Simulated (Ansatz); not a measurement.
## Cs: from λ and ω_log to T_c (computed with Ansatz 0.2.0)

Space group Im-3m (No. 229), 1 atom in the cell of the first input below: a = 5.207 Å, b = 5.207 Å, c = 5.207 Å, α = 109.47°, β = 109.47°, γ = 109.47°.

The cell was built from a prototype of a structure type listed for this element, relaxed without spin–orbit coupling to zero pressure (pressure 0.0 GPa with this functional, without spin–orbit coupling). Functional: PBEsol.

Input:

```yaml
crystal:
  lattice:
    - [-3.0061165608, 3.0061165608, 3.0061165608]
    - [3.0061165608, -3.0061165608, 3.0061165608]
    - [3.0061165608, 3.0061165608, -3.0061165608]
  atoms:
    - { symbol: Cs, position: [0.0, 0.0, 0.0] }
basis:
  ecutwfc: 420
  ecutrho_ratio: 4
kpoints:
  mp_grid: { grid: [9, 9, 9] }
hamiltonian:
  xc: pbesol
scf:
  occupations: { method: methfessel_paxton, width: 0.2 }
output: {}
phonons:
  supercell: [3, 3, 3]
  qpath:
    path:
      - [[0.0, 0.0, 0.0], [0.5, -0.5, 0.5], [0.0, 0.0, 0.5], [0.0, 0.0, 0.0], [0.25, 0.25, 0.25], [0.5, -0.5, 0.5]]
      - [[0.25, 0.25, 0.25], [0.0, 0.0, 0.5]]
    npoints: 6
  electrical_resistivity: { mesh: [18, 18, 18], temperatures: [50, 100, 200, 300, 500] }
  superconductivity: { mesh: [18, 18, 18], eliashberg_equations: false }
```

```bash
ansatz run input.yaml --threads 8 --pin off --max-ram 15360MiB --backend cpu --events-out ev --progress --plain --runs-dir out
```

Time: 2.2 min on 8 threads of Intel(R) Xeon(R) Platinum 8259CL CPU @ 2.50GHz (Skylake/Cascade Lake), on a shared host, peak memory 12 GiB.

On the finest mesh λ = 0.2327, ω_log = 1.541 meV, N(E_F) = 0.705 states per eV, spin and cell. λ by mesh: 18×18×18 0.233, 9×9×9 0.219.

**Question.** What T_c does McMillan's formula in the Allen–Dynes form give for μ* = 0.10?

**Answer.** T_c = (ω_log/1.2) exp[−1.04(1+λ)/(λ − μ*(1+0.62λ))] = (17.88 K/1.2) × exp(−1.2820/0.1183) = a value under 10^-3 K, that is no superconductivity at this level.

Caveats: no spin-orbit coupling, which matters for these elements; small supercell, couplings not converged in it.

Caesium comes out as a weak-coupling metal in which phonon attraction only modestly exceeds the Coulomb repulsion. With λ = 0.2327 against μ* = 0.10, the exponential suppresses T_c far below the already small phonon scale of 17.88 K. This agrees with the absence of observed superconductivity in the metal at ambient pressure.

The soft phonons reflect the heavy ion and the weak metallic bonding provided by one diffuse s electron per atom. Softness alone would favour coupling, but the nearly free s-like carriers are well screened from the ions and scatter only weakly, which probably keeps λ small. The change in λ between the two meshes doesn't alter this picture. It does matter for T_c itself, which depends exponentially on the small difference between attraction and repulsion, so the result supports negligible pairing rather than a specific transition temperature. Nor does it bear on the superconductivity known in compressed caesium, where s-to-d transfer changes the states at the Fermi level.
